**Student.** My notes say that translational invariance puts a factor $q/\sqrt{\omega_q}$ on every acoustic leg, so $2\omega_q\Sigma\propto q^2$ and $\Delta/\omega$ stays finite. In graphene the flexural branch has $\omega\propto q^2$, and then the same counting gives $\Delta/\omega\propto q^{-2}$. One of the two statements is wrong.

**Lecturer.** The counting is right, and the finite ratio holds only for linear branches with convergent loops. Let us state the premises. (i) Distinguishable nuclei of mass $M_s$ move on one adiabatic potential $\Phi$ and stay near sites $\mathbf R_{ls}$ (cell $l$, atom $s$). (ii) $\Phi$ is unchanged by rigid translations and rotations: there is no substrate and no external field. (iii) The force constants $\Phi^{(n)}_{i_1\dots i_n}=\partial^n\Phi/\partial u_{i_1}\cdots\partial u_{i_n}$, with $i=(l,s,\alpha)$, decay fast enough to have finite spatial moments. (iv) The harmonic crystal is stable and its optical modes are gapped. My self-energy has units of angular frequency: poles lie at $z^2=\omega_q^2+2\omega_q\Sigma(\mathbf q,z)$, with $\Sigma=\Delta-i\Gamma$.

**Student.** Start with the sum rules. I only ever saw the harmonic one.

**Lecturer.** Differentiate $\Phi(\{\mathbf u_{ls}+\mathbf a\})=\Phi(\{\mathbf u_{ls}\})$ with respect to $a_\alpha$. This gives $\sum_{ls}\partial\Phi/\partial u_{ls\alpha}=0$, and it holds for every configuration. So we may differentiate it $n-1$ more times before setting $u=0$:
$$\sum_{ls}\Phi^{(n)}_{ls\alpha,\,i_2\dots i_n}=0 .$$
The tensor is symmetric, so the rule holds in any one slot. The sum runs over cells and basis atoms together, with no mass weights.

**Student.** But vertices contain mass-weighted eigenvectors.

**Lecturer.** Expand in modes for $N$ cells:
$$u_{ls\alpha}=\sum_{\mathbf qj}\sqrt{\frac{\hbar}{2N\omega_{\mathbf qj}}}\;\frac{e_{s\alpha}(\mathbf qj)}{\sqrt{M_s}}\,e^{i\mathbf q\cdot\mathbf R_{ls}}\,(a_{\mathbf qj}+a^\dagger_{-\mathbf qj}).$$
By the $n=2$ rule the dynamical matrix at $q=0$ annihilates $e_{s\alpha}\propto\sqrt{M_s}\,n_\alpha$ for any unit vector $\mathbf n$. The optical gap lets us perturb in $q$, so an acoustic mode has $e_{s\alpha}/\sqrt{M_s}=n_\alpha/\sqrt{M_c}+O(q)$ with $M_c=\sum_sM_s$. The masses drop out at leading order. Now pick a reference site $\mathbf R_0$ among the other legs of the vertex and write the displacement pattern of the acoustic leg as
$$\frac{e_{s\alpha}}{\sqrt{M_s}}e^{i\mathbf q\cdot\mathbf R_{ls}}=e^{i\mathbf q\cdot\mathbf R_0}\Big[\frac{n_\alpha}{\sqrt{M_c}}+\delta w_{ls\alpha}\Big].$$
Here $\delta w$ collects $e^{i\mathbf q\cdot(\mathbf R_{ls}-\mathbf R_0)}-1$ and the eigenvector correction, both $O(q)$ within the range of the force constants. The prefactor does not depend on $ls$, and the constant in the bracket is killed by the sum rule. What remains is $O(q)$ times $\omega_q^{-1/2}$.

**Student.** A diagram has two external legs. In the quartic loop they sit on the same vertex. Do I still get two powers?

**Lecturer.** Yes. Refer both to the site of an internal leg. The vertex is bilinear in the two brackets, any term with the constant in either slot vanishes, and only $\delta w\,\delta w^*=O(q^2)$ is left. On different vertices each leg supplies its own $q$. Hence $\Sigma\sim q^2/\omega_q$ times a loop integral, or $2\omega_q\Sigma\sim q^2$. Mixing with optical modes has one acoustic leg, is $O(q)$, and enters squared over the optical gap, so it is again $O(q^2)$.

**Student.** That is diagram by diagram. What if the series does not converge?

**Lecturer.** There is a proof without diagrams. Define $G_{ij}(i\omega_n)=\hbar^{-1}\int_0^{\hbar/k_BT}d\tau\,e^{i\omega_n\tau}\langle T_\tau u_i(\tau)u_j(0)\rangle$. The equation of motion in imaginary time, with $[u_i,p_j]=i\hbar\delta_{ij}$, reads
$$M_i\omega_n^2G_{ij}+\langle\langle\partial_i\Phi;u_j\rangle\rangle_{\omega_n}=\delta_{ij},$$
where the double bracket is the same transform with $\partial_i\Phi$ in place of $u_i$. Contract with the translation vector $t$, equal to $n_\alpha$ on every atom. The force term vanishes as an operator identity, so $\omega_n^2\,t^TMG=t^T$. Define $\Pi$ by $G^{-1}=M\omega_n^2+\Phi^{(2)}+\Pi$. Multiplying by $G^{-1}$ gives $t^T(\Phi^{(2)}+\Pi)=0$, and with the harmonic rule
$$\sum_{ls}\Pi_{ls\alpha,\,j}(z)=0 ,$$
at every nonzero $\omega_n$ and by continuation at every $z$. The other slot follows from $\Pi_{ij}(i\omega_n)=\Pi_{ji}(-i\omega_n)$. This is the translational Ward identity: the centre of mass moves freely. Since $2\omega_q\Sigma$ is $\Pi$ sandwiched between two displacement patterns, the bilinear argument gives $O(q^2)$ again, provided that the second spatial moment of $\Pi$ exists.

**Student.** You slipped in a proviso.

**Lecturer.** On purpose. The identity is exact at $q=0$. The power $q^2$ needs a short-ranged $\Pi$, and $\Pi$ contains propagators, which are long-ranged. In a three-dimensional crystal a classical internal acoustic line carries $k_BT/k^2$ and collects $k^2$ from its two ends, so the integrand is bounded at small $k$ and the coefficient of $q^2$ is finite. With $\omega=vq$ and $2\omega\Sigma=Cq^2$ one has $\Sigma/\omega=C/2v^2$. The real part shifts the sound velocity, the imaginary part is damping, and $C$ depends on how $z$ compares with the collision rates. That is your notes' statement, in its proper home.

**Student.** And for the flexural branch?

**Lecturer.** Let $\rho$ be the mass per area and $\kappa$ the bending rigidity, $\rho\omega_q^2=\kappa q^4$. Translations alone allow $2\rho\omega_q\Sigma=\sigma q^2$, so $\Delta/\omega=\sigma/2\kappa q^2$, as you found. Rotations tell us what $\sigma$ is. Take a finite flake, apply static forces $f_i$, and let $\mathcal F(\bar{\mathbf R})$ be the Legendre transform of the free energy to the mean positions. Then $\partial_i\mathcal F=f_i$, and the Hessian is the inverse static response, $\mathcal F_{ij}=\Phi^{(2)}_{ij}+\Pi_{ij}(0)$. Kinetic energy and $\Phi$ are rotationally invariant, so $\mathcal F$ is. Label atoms by $a,b$. An infinitesimal rotation about $y$ gives, for any configuration,
$$\sum_b\big(x_b\,\partial_{bz}\mathcal F-z_b\,\partial_{bx}\mathcal F\big)=0 .$$
Differentiate with respect to $z_a$ and set all $z_b=0$:
$$\sum_b\mathcal F_{az,bz}\,x_b=f_{ax}.$$
Multiply by $x_a$ and sum. On the right, forces act only at the edges, and $\sum_ax_af_{ax}=A\sigma_{xx}$ for area $A$, with tension positive. On the left, expand $(x_a-x_b)^2$; the squares drop out by the translational identity, so $\sum_{ab}x_a\mathcal F_{az,bz}x_b=-\tfrac12\sum_{ab}(x_a-x_b)^2\mathcal F_{az,bz}$.

**Student.** That is the $q^2$ coefficient of the dynamical matrix.

**Lecturer.** It is. For a wave along $x$ with equal amplitude on both sublattices the stiffness per area is $A^{-1}\sum_{ab}\mathcal F_{az,bz}[\cos q(x_a-x_b)-1]\to-\tfrac{q^2}{2A}\sum_{ab}(x_a-x_b)^2\mathcal F_{az,bz}$. Mirror symmetry in the plane decouples $z$ from $x,y$ in the Hessian. A tilt exerts no $z$ force on interior atoms, because $f_{ax}=0$ there, so the optical flexural mode is not admixed at $O(q)$. Edge atoms contribute in proportion to the perimeter if the kernel is short-ranged. Therefore
$$\rho\big[\omega_q^2+2\omega_q\Sigma(\mathbf q,0)\big]=\sigma_{xx}q^2+O(q^4),$$
with $\sigma_{xx}$ the true thermodynamic stress at temperature $T$. In a free sheet it is zero.

**Student.** Then I am rescued. $2\omega\Sigma\propto q^4$, and $\Delta/\omega$ is finite after all.

**Lecturer.** Only if the moments exist. A flexural line carries $k_BT/\kappa k^4$, so we must compute. At long wavelength rotational invariance allows height $h$ and in-plane displacement $\mathbf u$ to enter as
$$E=\int d^2x\Big[\tfrac\kappa2(\nabla^2h)^2+\mu u_{ab}u_{ab}+\tfrac\lambda2u_{aa}^2\Big],\quad u_{ab}=\tfrac12(\partial_au_b+\partial_bu_a)+A_{ab},$$
where $a,b$ are now in-plane directions, $\lambda,\mu$ are Lamé constants and $A_{ab}=\tfrac12\partial_ah\,\partial_bh$. I dropped $\partial u\,\partial u$. The truncated strain is still exactly invariant under the tilt $h\to h+\theta x$, $u_x\to u_x-\theta h-\tfrac12\theta^2x$, as substitution shows. The dropped terms carry extra gradients; what they and other short-wave anharmonicity add to the $q^4$ term I absorb in $\kappa$ at the given temperature.

**Student.** The cubic vertex $u\,h\,h$ has only one gradient per $h$ leg. Where is the second power of $q$?

**Lecturer.** It appears only when the cubic bubble, the quartic loop and the strain tadpole are added. In-plane modes at wavevector $k$ are much faster than flexural ones: the squared frequency ratio is of order $\kappa k^2/Y$, with $Y$ the modulus below. So they follow $h$ instantly, and since $E$ is quadratic in $\mathbf u$ we minimise over it. For $\mathbf k\neq0$ take axes $L\parallel\mathbf k$ and $T\perp\mathbf k$. The displacement contributes to $u_{LL}$ and $u_{LT}$ freely but not to $u_{TT}=A_{TT}\equiv K$. The shear $u_{LT}$ relaxes to zero. Minimising $\mu(e^2+K^2)+\tfrac\lambda2(e+K)^2$ over $e=u_{LL}$ gives $e=-\lambda K/(2\mu+\lambda)$ and energy $\tfrac12YK^2$, with
$$Y=\frac{4\mu(\mu+\lambda)}{2\mu+\lambda}.$$
At $\mathbf k=0$ a free sheet has three uniform strains, which cancel $A_{ab}$ completely. A sheet clamped at its unfluctuating area cannot do so and acquires the tension $\tfrac12(\lambda+\mu)\langle|\nabla h|^2\rangle$, which is the $\sigma q^2$ term again.

With $h=\sum_{\mathbf p}h_{\mathbf p}e^{i\mathbf p\cdot\mathbf x}$, the $T$ components of $\mathbf p$ and $\mathbf k-\mathbf p$ are opposite, so $K_{\mathbf k}=\tfrac12\sum_{\mathbf p}(\mathbf p\times\hat{\mathbf k})^2h_{\mathbf p}h_{\mathbf k-\mathbf p}$ and
$$E_4=\frac{AY}{8}\sum_{\mathbf k\ne0}\sum_{\mathbf p\mathbf p'}(\mathbf p\times\hat{\mathbf k})^2(\mathbf p'\times\hat{\mathbf k})^2h_{\mathbf p}h_{\mathbf k-\mathbf p}h_{\mathbf p'}h_{-\mathbf k-\mathbf p'} .$$
Each external leg $\mathbf q$ now carries $(\mathbf q\times\hat{\mathbf k})^2$. There is your second power.

**Student.** So first order in $Y$ is $q^4$ times an integral.

**Lecturer.** Contracting two fields within one pair forces $\mathbf k=0$, which is absent. Contracting one field of each pair can be done in four ways. Classically $\langle|h_{\mathbf p}|^2\rangle=k_BT/A\kappa p^4$. Comparing with $E_2=\tfrac A2\sum_{\mathbf q}\kappa q^4|h_{\mathbf q}|^2$,
$$2\rho\omega_q\Sigma=\frac{Yk_BT}{\kappa}\,q^4I(q),\qquad I(q)=\int\!\frac{d^2k}{(2\pi)^2}\,\frac{\sin^4\vartheta}{|\mathbf k+\mathbf q|^4},$$
with $\vartheta$ the angle between $\mathbf k$ and $\mathbf q$. The interaction is instantaneous, so this term is real and independent of $z$; damping needs higher orders. For the angular integral, note that $\sin^4\vartheta\,d\vartheta$ is the polar measure on a sphere in six dimensions, where $r^{-4}$ is harmonic. The mean-value theorem replaces $|\mathbf k+\mathbf q|^{-4}$ by $\max(k,q)^{-4}$, and $\int_0^{2\pi}\sin^4\vartheta\,d\vartheta=3\pi/4$. Then
$$I=\frac{3}{16\pi}\Big[\int_0^q\frac{k\,dk}{q^4}+\int_q^\infty\frac{dk}{k^3}\Big]=\frac{3}{16\pi q^2},$$
and
$$\frac{\delta\kappa}{\kappa}=\frac{2\Delta}{\omega_q}=\frac{q_c^2}{q^2},\qquad q_c^2=\frac{3Yk_BT}{16\pi\kappa^2}.$$
This correction goes back to Nelson and Peliti (1987).

**Student.** That is $2\rho\omega\Sigma=\kappa q_c^2q^2$, a pure $q^2$ term at zero stress. You have contradicted your own theorem.

**Lecturer.** I have violated its proviso. Give the sheet a size $L$, so that internal modes have $|\mathbf k+\mathbf q|>1/L$. The integrand of $I$ is symmetric under $\mathbf k\to-\mathbf k-\mathbf q$, so this is the same as $k>1/L$. For $q\ll1/L$ only the second integral survives, from $1/L$ up, and $2\rho\omega\Sigma\propto q^4\cdot3L^2/32\pi$. The identity holds, but the fourth moment grows as $L^2$: the kernel is as long-ranged as the sample. The limits $q\to0$ and $L\to\infty$ do not commute, and the $q^2$ comes from $k\sim q$, not from a stress.

**Student.** Does it survive in higher order? A free sheet with an effective tension sounds wrong.

**Lecturer.** It does not survive the first resummation. Write $\tfrac12YK^2$ with an auxiliary field $\chi$ as $\chi^2/2Y+i\chi K$. Averaging over $h$ to second order in $\chi$ adds $A\langle|K_{\mathbf k}|^2\rangle/k_BT$ to $1/Y$. Wick's theorem gives two pairings times $\tfrac14$, and the momentum integral is $I(k)$ once more:
$$\frac1{Y_R(k)}=\frac1Y+\frac{k_BT}{2\kappa^2}I(k),\qquad Y_R(k)=\frac{Y}{1+q_c^2/2k^2}.$$
The static modulus itself falls to zero at small $k$, so even the in-plane elasticity of a free sheet is not merely shifted by a finite amount. For the static stiffness, $z=0$, put $Y_R(k)$ inside the radial integrals, with $x=k/q$ and $b=q_c^2/2q^2$:
$$\frac{\delta\kappa}\kappa=2b\Big[\int_0^1\!\frac{x^3dx}{x^2+b}+\int_1^\infty\!\frac{dx}{x(x^2+b)}\Big]=b\Big[1-b\ln\Big(1+\frac1b\Big)\Big]+\ln(1+b).$$
For small $b$ this is $2b$, the earlier result. For large $b$ it is $\ln b+\tfrac12$. The $q^2$ has turned into $q^4\ln(1/q)$. Feeding the stiffened $\kappa$ back into the lines turns the logarithm into a power, $\kappa(q)\propto q^{-\eta}$. I do not derive the exponent; the self-consistent screening approximation of Le Doussal and Radzihovsky (1992) gives $\eta$ of about 0.8. The static stiffness then vanishes as $q^{4-\eta}$, faster than $q^2$: no gap and no tension, but a shift relative to the harmonic frequency that grows without bound.

Screening also controls the damping for $q\gg q_c$. At order $Y^2$ the mode scatters off a thermal one, $\mathbf q+\mathbf p\to(\mathbf q+\mathbf k)+(\mathbf p-\mathbf k)$. With $L,T$ again referred to $\mathbf k$, energy conservation fixes $p_L=q_L+k$ and supplies a factor $1/k$. For $k\ll q$ the remaining weight is $\int dp_T\,p_T^4/p^4|\mathbf p-\mathbf k|^4$, which goes as $|q_L|^{-3}$ for $|q_L|\gg k$ and saturates at order $k^{-3}$ in the angular window of width $k/q$ around $\mathbf k\perp\mathbf q$. That window gives $\int k\,dk\cdot k^{-1}\cdot(k/q)\cdot k^{-3}\propto\int dk/k^2$, infrared divergent in the infinite sheet. Screening cuts it off at $k\sim q_c$, so $\Gamma/\omega_q\sim(q_c/q)^4(q/q_c)=(q_c/q)^3\propto Y^{3/2}$. I do not compute the coefficient.

**Student.** Is that purely thermal?

**Lecturer.** Mostly. In general $k_BT/\kappa p^4$ becomes $(\hbar/2\rho\omega_p)\coth(\hbar\omega_p/2k_BT)$. At $T=0$ this is $\hbar/2\sqrt{\rho\kappa}\,p^2$, and the region $q\ll k<\Lambda$, with $\Lambda$ the zone radius, gives $\delta\kappa/\kappa=g\ln(\Lambda/q)$ with $g=3Y\hbar\sqrt{\kappa/\rho}/32\pi\kappa^2$. The ratio diverges there too, but only logarithmically.

**Student.** Numbers, please.

**Lecturer.** As given inputs take typical values: $Y=21$ eV/Å$^2$, $\kappa=1.5$ eV, lattice constant 2.46 Å, carbon mass 12.011 amu, and $T=300$ K, where $k_BT=25.85$ meV. The cell area is $\tfrac{\sqrt3}2(2.46)^2=5.24$ Å$^2$, so $\rho=4.58$ amu/Å$^2$ and $\hbar\sqrt{\kappa/\rho}=0.0370$ eV Å$^2$. Then $q_c^2=0.0144$ Å$^{-2}$ and $q_c=0.120$ Å$^{-1}$, a wavelength of 52 Å. At $q=0.30$ Å$^{-1}$ the harmonic energy is $\hbar\omega_q=3.33$ meV, $\delta\kappa/\kappa=0.160$, $\Delta/\omega=0.080$ and $\hbar\Delta=0.27$ meV, a hardening.

**Student.** How many of those digits do you believe?

**Lecturer.** At most one, for the shift. Static screening, with $b=0.080$, lowers $\delta\kappa/\kappa$ to 0.140, by 12 per cent. That corrects the stiffness at $z=0$ and does not give the line shift, which needs $\Sigma$ at $z\approx\omega_q$. The screening bubble is made of flexural modes with frequencies of order $\omega_q$ or below, so it is strongly retarded, and the correction at the pole differs from the static one by a factor of order one that I have not computed. The other terms of order $Y^2$, stiffened internal lines and vertex corrections, are smaller than first order by the same parameter $q_c^2/q^2$ and were not computed either. The rest is minor. Retardation of the in-plane modes is of relative order $\kappa q^2/Y=0.006$. A circular zone of equal area has $\Lambda=\sqrt{4\pi/5.24}=1.55$ Å$^{-1}$, and cutting the integral there removes the fraction $q^2/2\Lambda^2=0.02$. For quantum effects $g=0.010$. With $y=\hbar\omega_k/2k_BT\propto k^2$ the extra term is about $g\int(\coth y-1/y)\,dy/2y$, and $\coth y-1/y<y/3$ bounds it by $gy_\Lambda/6=0.003$ for $y_\Lambda=1.7$. The inputs matter more: rigidities from about 1.1 to 1.6 eV are in use, and $\Delta/\omega\propto\kappa^{-2}$ then moves by about 12 per cent downward and up to nearly a factor of two upward. At $q=0.012$ Å$^{-1}$ first order gives $\delta\kappa/\kappa=100$ and the static screened formula, with $b=50$, gives 4.4. First order overshoots real graphene there by a large factor, and neither number is quantitative.

**Student.** And a real sample is never quite free.

**Lecturer.** A real tension $\sigma=\kappa q_c^2=0.0216$ eV/Å$^2$ gives the same first-order shift, and it corresponds to a uniaxial strain $\sigma/Y$ of only 0.10 per cent. So here is the range of validity. The identity $\sum_{ls}\Pi_{ls\alpha,j}(z)=0$ needs only translational invariance and holds to all orders at any temperature; a substrate breaks it for the sheet alone and opens a flexural gap. The scaling $2\omega_q\Sigma\propto q^2$ needs, besides, finite moments and infrared-convergent loops, and a finite $\Delta/\omega$ needs a linear branch, as in three-dimensional crystals; long-range Coulomb force constants must be treated separately. For the flexural branch the analytic static $q^2$ term equals the stress, and an approximation that keeps the quartic loop but drops the cubic bubble or the strain relaxation loses this cancellation. In the free sheet $\Delta/\omega=q_c^2/2q^2$ holds for $q_c\ll q\ll\Lambda$, $\hbar\omega_q\ll k_BT$, $qL\gg1$ and $\sigma\ll\kappa q_c^2$. Below $q_c$ the branch stays gapless while $\Delta/\omega$ keeps growing, until a tension at $q\sim\sqrt{\sigma/\kappa(q)}$ or the sample size cuts it off.